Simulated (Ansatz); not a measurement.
## TaF3: energy above lowest point and pressure as volume scale varies

Results calculated with Ansatz 0.2.0, not measured. Free energy against uniform scaling of the volume at fixed shape and fractions; periodic cell, basis, potentials, k mesh and filling as listed.

The cell before it is scaled or strained (space group Pm-3m, No. 221):
```
cell vectors (Å)
   3.9012     0.0000     0.0000
   0.0000     3.9012     0.0000
   0.0000     0.0000     3.9012
atoms (fractions of the cell vectors)
Ta  0.00000  0.00000  0.00000
F   0.50000  0.00000  0.00000
F   0.00000  0.50000  0.00000
F   0.00000  0.00000  0.50000
```

Settings of every row: functional PBE; dispersion none; potentials PAW; wave cutoff 470 eV; density cutoff 1880 eV; k mesh 6x6x6; k shift 0x0x0; occupations fermi dirac; smearing width 0.15 eV; spin none.

Limits: all rows lie far from zero pressure; coarse k mesh, up to 40 meV an atom off; minimum outside the range; no spin-orbit coupling, which can matter with elements this heavy.

| row | volume scale | V (Å³/atom) | energy above lowest point (meV/atom) | pressure (GPa) |
| --- | --- | --- | --- | --- |
| 1 | 0.9 | 13.359 | 511.3 | 52.94 |
| 2 | 0.925 | 13.73 | ? | ? |
| 3 | 0.95 | 14.101 | 302.8 | 37.74 |
| 4 | 0.975 | 14.472 | 222.8 | 31.45 |
| 5 | 1 | 14.843 | 156.6 | 25.88 |
| 6 | 1.025 | 15.215 | 102.4 | 20.95 |
| 7 | 1.05 | 15.586 | 59.1 | 16.57 |
| 8 | 1.075 | 15.957 | 25.3 | 12.69 |
| 9 | 1.1 | 16.328 | 0 | 9.23 |

Question: what energy above lowest point and pressure should row 2 give?

Worked fit of energy above lowest point. Take u = (V_r/V)^(2/3) − 1 with V_r = 15.029 Å³ an atom, which is twice the finite (Eulerian) strain; such expansions in the strain, on which the Birch-Murnaghan equation of state is built, carry the rest volume and the bulk modulus. The shown rows have u = 0.08169, 0.04341, 0.0255, 0.00834, -0.00817, -0.02397, -0.03916, -0.05377. Least squares give energy above lowest point = 128.07 + 3281.7 × u + 16944 × u² + 3827 × u³ meV/atom; a parabola predicts inner rows, each left out in turn, worse (root mean square 0.3 against 0.039 meV/atom). All shown rows lie on it to the printed digit. The withheld row has u = 0.06212, so the fit gives 128.07 + 3281.7 × (0.06212) + 16944 × (0.06212)² + 3827 × (0.06212)³ = 398.2 meV/atom.

The calculation gave 398.2 meV/atom. The fit meets it to the printed digit.

Worked fit of pressure. Take u = (V_r/V)^(2/3) − 1 with V_r = 15.029 Å³ an atom, which is twice the finite (Eulerian) strain; such expansions in the strain, on which the Birch-Murnaghan equation of state is built, carry the rest volume and the bulk modulus. The shown rows have u = 0.08169, 0.04341, 0.0255, 0.00834, -0.00817, -0.02397, -0.03916, -0.05377. Least squares give pressure = 23.341 + 299.2 × u + 719.5 × u² + 654 × u³ GPa; a parabola predicts inner rows, each left out in turn, worse (root mean square 0.05 against 0.0059 GPa). The rows lie off it by 0.00, 0.00, 0.00, -0.01, 0.01, 0.00, 0.00, 0.00. The withheld row has u = 0.06212, so the fit gives 23.341 + 299.2 × (0.06212) + 719.5 × (0.06212)² + 654 × (0.06212)³ = 44.86 GPa.

The calculation gave 44.87 GPa. The fit lies 0.01 GPa (0.023 % of the column's range) below it, one unit of the last digit.
